## Two gaps in a compression curve of silicon carbide

Change the volume of a silicon carbide crystal by six per cent, and each Si–C bond changes by about two per cent. This takes a pressure of the order of 10 GPa and costs of the order of 10 meV per atom. The crystal here is the wurtzite form, in which every atom has four neighbours of the other kind.

### Question

The table gives the energy $E$ per atom and the pressure $P$ at several volumes $V$ per atom, from density-functional theory with a meta-GGA functional. Energies are counted from the minimum of the curve, and a negative pressure is a pull from all sides. The shape of the cell and the relative positions of the atoms in it are held fixed, so all bonds stretch and shrink together.

DFTK 0.8.2, r2SCAN with SG15 PBE 1.2 pseudopotentials, for wurtzite SiC (4-atom cell) without spin polarisation. The plane-wave cutoff is 1224.51 eV, the k mesh 6×6×3 and the Fermi–Dirac smearing 0.05 eV. Cell shape and fractional coordinates are fixed at all volumes; energies are counted from the minimum of the fitted energy–volume curve.

```csv
volume (Å³/atom),energy (meV/atom),pressure (GPa)
9.72,35.62,17.320
9.93,?,?
10.13,5.48,6.340
10.34,0.39,1.600
10.55,?,?
10.75,7.02,-6.600
10.96,17.84,-10.140
```

(a) What do the known pressures tell about the stiffness of the crystal as it is compressed?

(b) Find a simple form for $E(V)$ that has this property.

(c) Predict energy and pressure at 9.93 and 10.55 Å³/atom, each with a range.

### Model answer

**(a) Stiffness.** The bulk modulus $B=-\mathrm{d}P/\mathrm{d}\ln V$ is the pressure needed per relative change of volume. Between the compressed rows 9.72 and 10.13 it averages 263.5 GPa, and between the stretched rows 10.75 and 10.96 only 186 GPa. The modulus therefore grows by nearly 4 GPa for each GPa of added pressure. This slope, called $B'$, comes straight from differences of the pressures and needs no assumed curve.

A plausible explanation lies in the two sides of a bond. When atoms are pushed together, the repulsion between their electron clouds rises steeply. When they are pulled apart, the repulsion fades and the attraction that holds them weakens as well, so the restoring force grows ever more slowly. The table shows the resulting stiffening but does not separate the two contributions.

**(b) A form for the energy.** Suppose that the energy is a parabola, not in the volume itself but in some power of it:

$$E = E_0 + k\,(V^n-V_0^n)^2 .$$

Here $V_0$ is the equilibrium volume, $E_0$ the energy there and $k$ a constant. With $\eta=V/V_0-1$, expansion about the minimum gives $E-E_0\propto\eta^2+(n-1)\eta^3$. Since $B=V\,\mathrm{d}^2E/\mathrm{d}V^2$, the modulus varies as $B_0[1+(3n-2)\eta]$, where $B_0$ is its value at equilibrium. To lowest order $P=-B_0\eta$, and so

$$B' = 2-3n .$$

An ideal spring, with an energy quadratic in the bond length, has $n=1/3$ and hence $B'=1$. That is far too little stiffening. The choice $n=-2/3$ gives $B'=4$, close to what the pressures show. It is the second-order Birch–Murnaghan equation, and it needs no more adjustable constants than the spring does.

**(c) Predictions.** Let $V_\mathrm{g}$ be the volume of the given cell, 10.34 Å³/atom, and let $u=(V_\mathrm{g}/V)^{2/3}-1$. A least-squares fit to the five known energies gives, in meV per atom,

$$E \approx 0.37+157.3\,u+16143\,u^2 .$$

The row at 9.93 was not part of this fit. Its volume is 0.96 times that of the given cell, so $u=0.96^{-2/3}-1=0.0276$. The three terms are then about 0.4, 4.3 and 12.3, which add up to 17.0 meV/atom.

The row at 10.55 lies just beyond the minimum, which the fit places at 10.42 Å³/atom. The crystal is thus slightly stretched, and the pressure must be negative. Its relative expansion is $(10.55-10.42)/10.42$, or a little over one per cent. Multiplied by a modulus of about 220 GPa, this gives a pull of about 2.7 GPa.

The pressures are predicted from their own fit. Differentiating the energy form gives $P=aV^{-7/3}-bV^{-5/3}$, whose two constants $a$ and $b$ are adjusted to the five known pressures. The forecasts are:

- **At 9.93 Å³/atom:** energy about 17.0 meV/atom, range 16.8 to 17.2; pressure about 11.55 GPa, range 11.4 to 11.7.
- **At 10.55 Å³/atom:** energy about 1.1 meV/atom, range 1.0 to 1.2; pressure about −2.7 GPa, range −2.85 to −2.55.

The ranges are a judgement based on the scatter of the known rows and the smoothness of the curve. When each known energy is left out in turn and predicted from the others, the typical error is about 0.09 meV/atom. For the pressures it is about 0.05 GPa.

### Computed values

The withheld rows as computed:

```csv
volume (Å³/atom),energy (meV/atom),pressure (GPa)
9.93,17.01,11.570
10.55,1.13,-2.710
```

All four values fall within their ranges. At 9.93 the energy is missed by only 0.01 meV/atom and the pressure by 0.02 GPa. At 10.55 the pressure is missed by less than 0.01 GPa. The energy there is 1.13 meV/atom against a predicted 1.09, the larger of the two energy misses.

### Remarks on the reasoning

**Why the choice of curve matters.** The spring in bond length, fitted to the same five energies, predicts 17.5 meV/atom at 9.93 and 0.6 at 10.55. It misses by about half a meV per atom in each case, too high in the first and too low in the second. A well with too little stiffening cannot follow the steep compressed side and the gentle stretched side at once. When it is made to serve both ends, it rides too high partway up the steep side and sinks too low just past the minimum.

At 10.55 this error is almost half of the energy itself. The fitted spring looks fair at the larger energies only because the fit is pinned there; a spring is by nature best close to the minimum, and it loses most of the change of stiffness with pressure. Within the range of the table the modulus is better described by $B\approx B_0+4P$.

**What the small energy miss means.** The miss at 10.55 is about 4 % of the energy there. The fit is too low at this row and too high by nearly the same amount at the next one, 10.75. A slightly different stiffening would bend the curve gradually, so it is a poor remedy for two neighbouring errors of opposite sign. The pattern suits a small numerical step between these two rows, and the run shows one. The largest force on an atom falls from row to row by 0.0352, 0.0335, 0.0318 and 0.0302 eV/Å up to 10.55, then abruptly by only 0.0260 and 0.0251. The number of plane waves changes at every row, so it does not single out this interval. A change of the real-space grid as the cell grows at a fixed cutoff would; this has not been confirmed.

**Why pressure is the better guide near equilibrium.** Close to the minimum the energy grows as the square of the displacement, while the pressure grows in direct proportion to it. The same small step in volume therefore leaves a clearer mark on the pressure. The row at 10.34 shows this well: its energy is only 0.39 meV/atom, yet its pressure of 1.6 GPa says plainly that the cell is too small. To find the equilibrium volume, look for the volume at which the pressure vanishes.

The two routes agree closely here. The known energies put equilibrium at 10.42 Å³/atom, and the known pressures put it at 10.41. Each gives a bulk modulus of about 219 GPa. The slope of the fitted energy curve also reproduces the known pressures to within 0.1 GPa, so the two columns tell one consistent story.

**A tempting shortcut.** The energy at 9.72 is twice that at 10.96, although the two volumes lie equally far from the given cell. It would be wrong to credit the whole factor to stiffening. The minimum lies above the given volume, so the compressed end is further from equilibrium than the stretched end. Moduli taken from pressure differences, as in part (a), avoid this trap because they do not depend on where the minimum lies.

**How far the success reaches.** The predictions show that the curve is smooth enough for five points to fill two gaps between them. Agreement with a real crystal is a separate matter. The atoms are at rest, without zero-point or thermal motion, and the potentials were made for a different functional, PBE. Both can shift the equilibrium volume and the modulus. The atoms are also not at their equilibrium positions: the run leaves forces of 0.87 eV/Å at the smallest volume and 0.69 eV/Å at the largest. Relaxing them is expected to lower the energy by several meV per atom at every volume, and by unequal amounts; letting the cell change its shape could lower it further. The 219 GPa therefore belongs to this calculation, with its fixed cell shape and fixed atomic positions.

The printed output below gives the details of the three fits.

The analysis program printed:

```
fit of energy on 5 rows: constant 0.3726 +/- 0.027, coefficient of u 157.3 +/- 0.62, coefficient of u**2 16143 +/- 26; rms 0.0249, worst 10.75 0.045, leave-one-out rms 0.0937
  rows outside the fit (model, value, miss): 9.93 17, 17.01, -0.0114; 10.55 1.086, 1.13, -0.0438
fit of energy on 5 rows: constant 0.2879 +/- 0.29, coefficient of d -382.5 +/- 13, coefficient of d**2 65781 +/- 1079; rms 0.261, worst 10.75 -0.374, leave-one-out rms 1.4
  rows outside the fit (model, value, miss): 9.93 17.47, 17.01, 0.462; 10.55 0.6401, 1.13, -0.49
fit of pressure on 5 rows: coefficient of g7 334 +/- 0.42, coefficient of g5 -332.5 +/- 0.42; rms 0.0208, worst 10.13 -0.0243, leave-one-out rms 0.0466
  rows outside the fit (model, value, miss): 9.93 11.55, 11.57, -0.0173; 10.55 -2.713, -2.71, -0.00285
Bond length change at smallest volume, percent of given cell: -2.041
Bond length change at largest volume, percent of given cell: 1.961
Energy at smallest volume over energy at largest volume: 1.997
Mean modulus between the compressed rows 9.72 and 10.13, GPa: 263.5
Mean modulus between the stretched rows 10.75 and 10.96, GPa: 185.8
Modulus slope B' from these two moduli: 3.843
Equilibrium volume from known energies, angstrom^3/atom: 10.42
Bulk modulus from known energies, GPa: 218.6
Equilibrium volume from known pressures, angstrom^3/atom: 10.41
Bulk modulus from known pressures, GPa: 219
Largest gap between energy-slope pressure and tabulated pressure on known rows, GPa: 0.08365
```
